**Conventions.** $\langle\cdot\rangle$ is the expectation. The characteristic function of $X$ is $G_X(k)=\langle e^{ikX}\rangle$ for real $k$, and $\kappa_n=(-i)^n\,d^n\ln G/dk^n|_{k=0}$ are the cumulants. $\varphi(z)=e^{-z^2/2}/\sqrt{2\pi}$, and $\Phi$ is its integral from $-\infty$. Charge is counted in electrons (e⁻).

**Premises.** (P1) $X_1,\dots,X_N$ are independent with a common distribution that does not depend on $N$. (P2) The mean is $\mu$ and the variance obeys $0<\sigma^2<\infty$. (P3, used only for rates) $\beta_3=\langle|Y|^3\rangle<\infty$, where $Y=(X-\mu)/\sigma$. Write $\gamma=\langle Y^3\rangle$, $g=G_Y$, $S=\sum_iX_i$ and $Z=(S-N\mu)/(\sigma\sqrt N)$.

**Result.** P1 and P2 give $\ln G_Z(k)\to-k^2/2$ at each fixed $k$ and $P(Z\le z)\to\Phi(z)$. With P3 the remainder of $\ln G_Z$ is $O(N^{-1/2})$. If $\langle|X|^n\rangle<\infty$, then $\kappa_n(Z)=N^{1-n/2}\kappa_n(X)/\sigma^n$ for $n\ge2$, while $\kappa_1(Z)=0$.

### Note 1. Where each half of P1 enters
Since $Z=\sum_iY_i/\sqrt N$, we have $e^{ikZ}=\prod_ie^{ikY_i/\sqrt N}$. Independence turns the mean of the product into the product of means, and the common distribution makes the factors equal:
$$G_Z(k)=\left[g(k/\sqrt N)\right]^N.\tag{1}$$
Vanishing covariances would not be enough, because (1) involves all joint moments. At fixed $k$ only the behaviour of $g$ near $t=k/\sqrt N\to0$ matters. Also $|g|\le\langle|e^{itY}|\rangle=1$.

### Note 2. "Expand $g$ in a Taylor series" needs a remainder
Under P2 the higher moments may be infinite, so no series exists. Bound the remainder before averaging. Let $R_n(x)=e^{ix}-\sum_{j=0}^n(ix)^j/j!$. Differentiation gives $R_n'=iR_{n-1}$ with $R_n(0)=0$, so $R_n(x)=i\int_0^xR_{n-1}(s)\,ds$. The start is $|R_0|=|e^{ix}-1|\le\min(2,|x|)$, and integrating each bound $n$ times gives
$$|R_n(x)|\le\min\left(\frac{2|x|^n}{n!},\ \frac{|x|^{n+1}}{(n+1)!}\right).\tag{2}$$
Put $x=tY$, $n=2$, and average with $\langle Y\rangle=0$, $\langle Y^2\rangle=1$:
$$g(t)=1-\frac{t^2}{2}+r(t),\qquad|r(t)|\le t^2\varepsilon(t),\qquad\varepsilon(t)=\left\langle\min\left(Y^2,\tfrac16|t||Y|^3\right)\right\rangle.\tag{3}$$
The quantity averaged in $\varepsilon$ tends to zero for every value of $Y$ as $t\to0$ and is bounded by $Y^2$, whose mean is finite. Dominated convergence gives $\varepsilon(t)\to0$. Finite variance is thus what makes $r=o(t^2)$. With P3 the second argument of the minimum gives $\varepsilon(t)\le\beta_3|t|/6$.

### Note 3. The $N$-th power without a logarithm
For $|a|,|b|\le1$, the identity $a^N-b^N=(a-b)\sum_{j=0}^{N-1}a^jb^{N-1-j}$ gives $|a^N-b^N|\le N|a-b|$. Take $a=g(t)$, $b=e^{-t^2/2}$, $t=k/\sqrt N$. For $u\ge0$, $0\le e^{-u}-1+u\le u^2/2$, so $|a-b|\le|r(t)|+t^4/8$ and
$$\left|G_Z(k)-e^{-k^2/2}\right|\le k^2\,\varepsilon(k/\sqrt N)+\frac{k^4}{8N}\ \longrightarrow\ 0.\tag{4}$$
The convergence is pointwise in $k$ and uniform on bounded intervals. It need not be uniform on the whole axis (Note 8).

### Note 4. Which logarithm, and where it exists
$g$ is complex and may vanish, so $\ln g$ needs a domain. Equation (2) with $n=1$ gives $|g(t)-1|\le t^2/2$, which is at most $1/2$ for $|t|\le1$. There the principal logarithm is defined, and with $w=g-1$
$$|\ln(1+w)-w|\le\sum_{j\ge2}\frac{|w|^j}{2}=\frac{|w|^2}{2(1-|w|)}\le|w|^2\le\frac{t^4}{4}.$$
For $|k|\le\sqrt N$ define $\ln G_Z=N\ln g(k/\sqrt N)$, the branch that is continuous in $k$ and zero at $k=0$. Since $w=-t^2/2+r$,
$$\left|\ln G_Z(k)+\frac{k^2}{2}\right|\le k^2\varepsilon(k/\sqrt N)+\frac{k^4}{4N}\ \overset{\text{P3}}{\le}\ \frac{\beta_3|k|^3}{6\sqrt N}+\frac{k^4}{4N}.\tag{5}$$
Under P3 the argument of Note 2 applied to $R_3$ gives $g=1-t^2/2-i\gamma t^3/6+o(|t|^3)$, because $(it)^3=-it^3$. Hence
$$\ln G_Z(k)=-\frac{k^2}{2}-\frac{i\gamma k^3}{6\sqrt N}+o(N^{-1/2}).\tag{6}$$
If $\gamma=0$ and the fourth moment is finite, the remainder is $O(1/N)$.

The rate does depend on the tails. Let $Y$ have density $c|y|^{-1-\alpha}$ for $|y|>b$ and zero inside, with $2<\alpha<3$. By symmetry $r=\langle\cos tY-1+t^2Y^2/2\rangle$, and $u=|ty|$ gives
$$r(t)=2c|t|^\alpha\int_{b|t|}^\infty\left(\cos u-1+\tfrac12u^2\right)u^{-1-\alpha}\,du .$$
The integrand is positive, behaves as $u^{3-\alpha}$ at small $u$ and as $u^{1-\alpha}$ at large $u$, so the integral tends to a finite positive constant. Then $Nr(k/\sqrt N)\propto N^{1-\alpha/2}$, which is $N^{-1/4}$ for $\alpha=5/2$. The limit holds, but more slowly than $N^{-1/2}$.

### Note 5. Cumulants are derivatives, not a series
If $\langle|X|^n\rangle<\infty$, dominated convergence allows $n$ differentiations of $G_X$ under the average. As $G_X\ne0$ near $k=0$, $\ln G_X$ has $n$ derivatives there. From $G_Y(t)=e^{-it\mu/\sigma}G_X(t/\sigma)$, the shift changes only the term linear in $t$ and each derivative brings $1/\sigma$, so $\kappa_1(Y)=0$ and $\kappa_n(Y)=\kappa_n(X)/\sigma^n$ for $n\ge2$. Each derivative of $N\ln g(k/\sqrt N)$ brings $N^{-1/2}$:
$$\kappa_n(Z)=N^{1-n/2}\,\frac{\kappa_n(X)}{\sigma^n}\qquad(n\ge2).\tag{7}$$
This is exact at every $N$. It shows why $\sqrt N$ is the scale: dividing by $N^s$ gives $\kappa_2\propto N^{1-2s}$, which stays finite and nonzero only for $s=1/2$. Equation (7) describes the approach to the limit, but the proof cannot rest on it, since the cumulants need not exist and their series need not converge.

### Note 6. The limit function belongs to the unit Gaussian
Let $G_0(k)=\int e^{iky}\varphi(y)\,dy$. With $y\varphi=-\varphi'$ and an integration by parts,
$$G_0'(k)=\int iy\,e^{iky}\varphi\,dy=-i\int e^{iky}\varphi'\,dy=i\,(ik)\,G_0=-kG_0 .$$
With $G_0(0)=1$ this gives $G_0=e^{-k^2/2}$. Rescaling the same integral gives, for $\varphi_\eta(u)=\varphi(u/\eta)/\eta$,
$$\varphi_\eta(u)=\frac1{2\pi}\int e^{-iku}e^{-\eta^2k^2/2}\,dk.\tag{8}$$

### Note 7. From characteristic functions to probabilities
Textbooks either invert (4) term by term or cite Lévy's continuity theorem. Direct inversion fails when $G_Z$ is not integrable. The cure is to blur $Z$, take the limit, and remove the blur.

*Blur.* Let $W$ be a unit Gaussian independent of $Z$, and $\eta>0$. Then $Z+\eta W$ has density $p_N(y)=\langle\varphi_\eta(y-Z)\rangle$. Insert (8) and exchange average and integral, which is allowed because $e^{-\eta^2k^2/2}$ is integrable:
$$p_N(y)=\frac1{2\pi}\int e^{-iky}G_Z(k)\,e^{-\eta^2k^2/2}\,dk .$$
With $G_0$ in place of $G_Z$, (8) identifies the result $p_\infty$ as the Gaussian of variance $1+\eta^2$.

*Limit.* For all $y$, $|p_N-p_\infty|\le\delta_N=\frac1{2\pi}\int|G_Z-G_0|e^{-\eta^2k^2/2}dk$. The integrand is bounded by $2e^{-\eta^2k^2/2}$ and tends to zero by (4), so $\delta_N\to0$. Both blurred variables have mean zero and variance $1+\eta^2$, so Chebyshev's inequality limits the weight of each below $-L$ to $(1+\eta^2)/L^2$. For the distribution function $F_{N,\eta}$ and $L>|y|$,
$$\left|F_{N,\eta}(y)-\Phi\!\left(y/\sqrt{1+\eta^2}\right)\right|\le(y+L)\,\delta_N+\frac{1+\eta^2}{L^2},$$
which vanishes when $N\to\infty$ first and $L\to\infty$ afterwards.

*Unblur.* Take $s>0$. If $Z\le z$ and $\eta W\le s$, then $Z+\eta W\le z+s$. If $Z+\eta W\le z-s$ and $\eta W\ge-s$, then $Z\le z$. With $P(\eta|W|>s)\le\eta^2/s^2$,
$$F_{N,\eta}(z-s)-\frac{\eta^2}{s^2}\le P(Z\le z)\le F_{N,\eta}(z+s)+\frac{\eta^2}{s^2}.$$
Let $N\to\infty$, set $\eta=s^2$, and let $s\to0$. Continuity of $\Phi$ closes the two sides:
$$\lim_{N\to\infty}P(Z\le z)=\Phi(z)\quad\text{for every }z.\tag{9}$$

### Note 8. What converges is the distribution function
If $X$ takes integer values, $|G_X(2\pi)|=1$, so $|G_Z|=1$ at $k=2\pi\sigma\sqrt N$ and its multiples. $Z$ then has no density, only spikes spaced $1/(\sigma\sqrt N)$ apart. Equation (9) holds anyway, since the recurrences move to infinity. The distribution function is a staircase, and a smooth curve follows it best at half-integer $S$.

### Note 9. The first correction and the tails
From (6), $G_Z\approx e^{-k^2/2}[1+\gamma_N(ik)^3/6]$ with $\gamma_N=\gamma/\sqrt N=\kappa_3(Z)$. In (8) with $\eta=1$ a factor $ik$ equals $-d/dz$, and $-\varphi'''=(z^3-3z)\varphi=-\frac{d}{dz}[(z^2-1)\varphi]$. Therefore
$$P(Z\le z)\approx\Phi(z)-\frac{\gamma_N}{6}(z^2-1)\,\varphi(z).\tag{10}$$
This first Edgeworth term was obtained by formal inversion. Esseen's theorem, quoted here without proof, makes its remainder $o(N^{-1/2})$ under P3 for non-lattice $X$, and for integer-valued $X$ of span one at half-integer $S$. For large $z$, $1-\Phi\approx\varphi/z$, so the correction relative to the Gaussian tail is about $\gamma_Nz^3/6$. The absolute statement (9) covers all $z$, while relative accuracy needs $|z|\ll(6/|\gamma_N|)^{1/3}\propto N^{1/6}$. The Berry–Esseen theorem, also quoted, bounds the absolute gap by $C\beta_3/\sqrt N$ with $C<0.48$.

### Range of validity
- The limit needs P1 and P2. For a Cauchy variable, $G_X=e^{-|k|}$, so $S/N$ has $[e^{-|k|/N}]^N=e^{-|k|}$ and never narrows.
- The $N^{-1/2}$ rate in (5), (6) and (10) needs P3, and (7) needs the $n$-th moment.
- The logarithmic form is established for $|k|\le\sqrt N$; by (5) its remainder is small for $|k|\ll(6\sqrt N/\beta_3)^{1/3}$.
- Densities need not converge, and for lattice variables they do not exist.
- Tail probabilities are relatively accurate only for $|z|\ll(6\sqrt N/|\gamma|)^{1/3}$, and even that presumes tails of $X$ that fall fast enough, as they do for Poisson counts.
- A fluctuation shared by all $X_i$ breaks (1) and does not average out.

### Illustration: $10^4$ photoelectrons in a Si CCD pixel
**One charge per event.** Light of 650 nm has $hc/\lambda=1.91$ eV. The measured fundamental gap of Si is 1.12 eV at 300 K (as listed by Dahvyd Wing 2021). A second pair would need 2.24 eV, and the shortfall of 0.33 eV is large against $k_BT=0.026$ eV, so each absorbed photon is taken to yield one electron.

**The summands.** Model the collected electrons as a stationary Poisson process, with mean $\Lambda=10^4$ e⁻ (1.602 fC) per exposure, and consider repeated exposures of one pixel. Cut the exposure into $N=10^4$ equal slices. The slice counts are independent Poisson variables of mean 1, with $\ln G_X=e^{ik}-1$, so every cumulant equals 1. Then $\sigma_S=100$ e⁻ (16.02 aC), and (7) gives $\kappa_3(Z)=0.01$ and $\kappa_4(Z)=0.0001$. Exactly,
$$\ln G_Z=\Lambda\left(e^{ik/\sqrt\Lambda}-1-ik/\sqrt\Lambda\right).$$
For a slice of mean $m\le1$ only $X=0$ lies below the mean, so $\langle|X-m|^3\rangle=\kappa_3+2m^3e^{-m}=m+2m^3e^{-m}$, and $m=1$ gives $\beta_3=1+2/e=1.736$. At $k=1$ the exact $|\ln G_Z+1/2|$ is $1.67\times10^{-3}$, inside the bound $2.92\times10^{-3}$ of (5). The first recurrence of $|G_Z|$ lies at $k=628$.

**The slicing is arbitrary.** With $N=\Lambda/m$, $\beta_3/\sqrt N=(1+2m^2e^{-m})/\sqrt\Lambda$. The Berry–Esseen bound is 0.0083 for $m=1$ and tends to 0.0048 as $m\to0$, while $\kappa_3(Z)=\Lambda^{-1/2}$ for any $m$. The expansion parameter is the mean count.

**Exact probabilities.** $S\ge n$ means that the $n$-th electron arrives before the exposure ends, so $P(S\ge n)=\int_0^\Lambda x^{n-1}e^{-x}dx/(n-1)!$. This gives $P(S\le10^4)=0.50266$ against $\Phi(0)=1/2$. The gap of $2.660\times10^{-3}$ is half a step, $\varphi(0)/200=1.995\times10^{-3}$, plus the skewness term $\gamma_N\varphi(0)/6=0.665\times10^{-3}$. In the tails, with $z$ taken at half-integers:

| Event (e⁻) | $z$ | Gaussian | Eq. (10) | Exact | Exact/Gaussian |
|---|---|---|---|---|---|
| $S\ge10301$ | 3.005 | $1.328\times10^{-3}$ | $1.386\times10^{-3}$ | $1.387\times10^{-3}$ | 1.044 |
| $S\le9699$ | −3.005 | $1.328\times10^{-3}$ | $1.269\times10^{-3}$ | $1.270\times10^{-3}$ | 0.956 |
| $S\ge10501$ | 5.005 | $2.793\times10^{-7}$ | $3.374\times10^{-7}$ | $3.422\times10^{-7}$ | 1.225 |
| $S\le9499$ | −5.005 | $2.793\times10^{-7}$ | $2.212\times10^{-7}$ | $2.256\times10^{-7}$ | 0.808 |

The estimate $\gamma_Nz^3/6$ is 0.209 at $z=5.005$ and reaches 1 at $z=8.4$. A threshold near five standard deviations is passed more often above the mean than below it, although the Gaussian misses each of those probabilities by less than $10^{-7}$.

**Effects left out.** The table describes the Poisson model, and a device adds terms of similar size to the skewness correction. The inputs below are typical magnitudes.

- *Read noise.* An independent Gaussian of 5 e⁻ rms raises the width to $\sqrt{10025}=100.12$ e⁻ and the Gaussian tail beyond 10300.5 e⁻ by 1.2 %. It is the blur of Note 7 made physical: it multiplies the first recurrence by $e^{-(2\pi\cdot5)^2/2}=e^{-493}$, so the read-out signal has a smooth density.
- *Repulsion by stored charge.* In a toy model the collection rate is $\lambda_0(1-n/M)$ with $1/M=10^{-6}$ per electron. The time slices are no longer independent. The rate equals that of $M$ independent sites that each fill once at rate $\lambda_0/M$, so $S$ is binomial and the theorem applies to the sites. At mean $Mq=10^4$, $\sigma_S=\sqrt{Mq(1-q)}=99.50$ e⁻ and the skewness is $(1-2q)/\sigma_S=0.00985$. The narrower Gaussian lowers the same tail by 4.9 %, which rivals the 4.4 % rise from skewness and has the opposite sign.
- *Common fluctuation.* If $\Lambda$ itself varies between exposures with relative rms $f=1\,\%$, then $\mathrm{Var}\,S=\Lambda+f^2\Lambda^2$ and the width is 141 e⁻. The added part has the shape of the source fluctuation, whatever $N$ is.

**Fixed or random number.** Suppose exactly $N=10^4$ electrons are generated and each reaches the pixel independently with probability $p=0.9$. Then $G_X=1-p+pe^{ik}$, $\sigma^2=p(1-p)$ and $\kappa_3=p(1-p)(1-2p)$, so the mean is 9000 e⁻, the width is 30 e⁻ and $\kappa_3(Z)=-0.0267$. If instead the generated number is Poisson with mean $\Lambda=10^4$, averaging $G_X^N$ over $N$ gives $\exp[\Lambda(G_X-1)]=\exp[\Lambda p(e^{ik}-1)]$. This is Poisson with the same mean, a width of 94.9 e⁻ and positive skewness. Both laws are close to Gaussians, and the width depends on which quantity the experiment holds fixed.